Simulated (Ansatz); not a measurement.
Ligand exchange: GeH3F + In(CH3)2(NH2) → GeH3(NH2) + In(CH3)2F

Gas-phase species: GeH3F (fluorogermane) `[F][GeH3]`, singlet; In(CH3)2(NH2), singlet; GeH3(NH2), singlet; In(CH3)2F, singlet. The partners trade F for NH2: Ge–F and In–NH2 bonds give way to Ge–NH2 and In–F.

Shapes, held fixed at every level: PBE0-D4/def2-TZVP. Programs: Ansatz 0.2.0. The zero-point and thermal change to 298 K, harmonic and unscaled (PBE0-D4/def2-TZVP), is +1.4 kJ/mol.

| level | kind | ΔH(298 K) (kJ/mol) | less CCSD(T)/def2-TZVPP |
| --- | --- | --- | --- |
| HF/def2-TZVPP | Hartree–Fock | -10.7 | -1.4 |
| SPW92/def2-TZVPP | LDA | -13.9 | -4.6 |
| B3LYP-D4/def2-TZVPP | global hybrid | -15.0 | -5.7 |
| BHLYP-D4/def2-TZVPP | global hybrid | -12.4 | -3.1 |
| PBE0-D4/def2-TZVPP | global hybrid | -15.6 | -6.3 |
| CCSD(T)/def2-SVP | coupled cluster or CI | -12.8 | -3.5 |
| CCSD/def2-SVP | coupled cluster or CI | -13.6 | -4.3 |
| CCSD(T)/def2-TZVPP | coupled cluster or CI | -9.3 | 0.0 |

The highest level, CCSD(T)/def2-TZVPP, gives ΔH(298 K) = -9.3 kJ/mol; the levels span -15.6 to -9.3. The column of differences is taken from that level and isn't an error. No measured value is set beside it here. For atoms past krypton def2 sets carry core potentials with scalar relativity. Relativity is left out for Ge. Outer-core shells of Ge, In are correlated, in sets that cover them unevenly. CCSD(T)/def2-TZVPP lies outside the range of the other correlated levels here, so it shouldn't be taken on trust.

The exchange is mildly exothermic at every level, so the calculation supports a modest preference for fluorine on indium and amide on germanium, though not a precise size for it. The likely reason is electronegativity: indium is the more electropositive centre, and the strongly polar bond to fluorine gains more from this than the bond to the less electronegative nitrogen. Nitrogen lone-pair donation into the empty p orbital of three-coordinate indium should oppose the exchange, which may help keep the net energy small.

Because the number of bonds of each broad type is conserved, much of the correlation energy cancels, and Hartree–Fock already gives the same direction. In the smaller basis, triples change the coupled-cluster result only from -13.6 to -12.8 kJ/mol, whereas enlarging the basis takes CCSD(T) to -9.3 kJ/mol, so basis convergence matters more here than the triples. The preference need not carry over to condensed phases, where dimethylindium fluorides and amides tend to associate through bridging ligands.
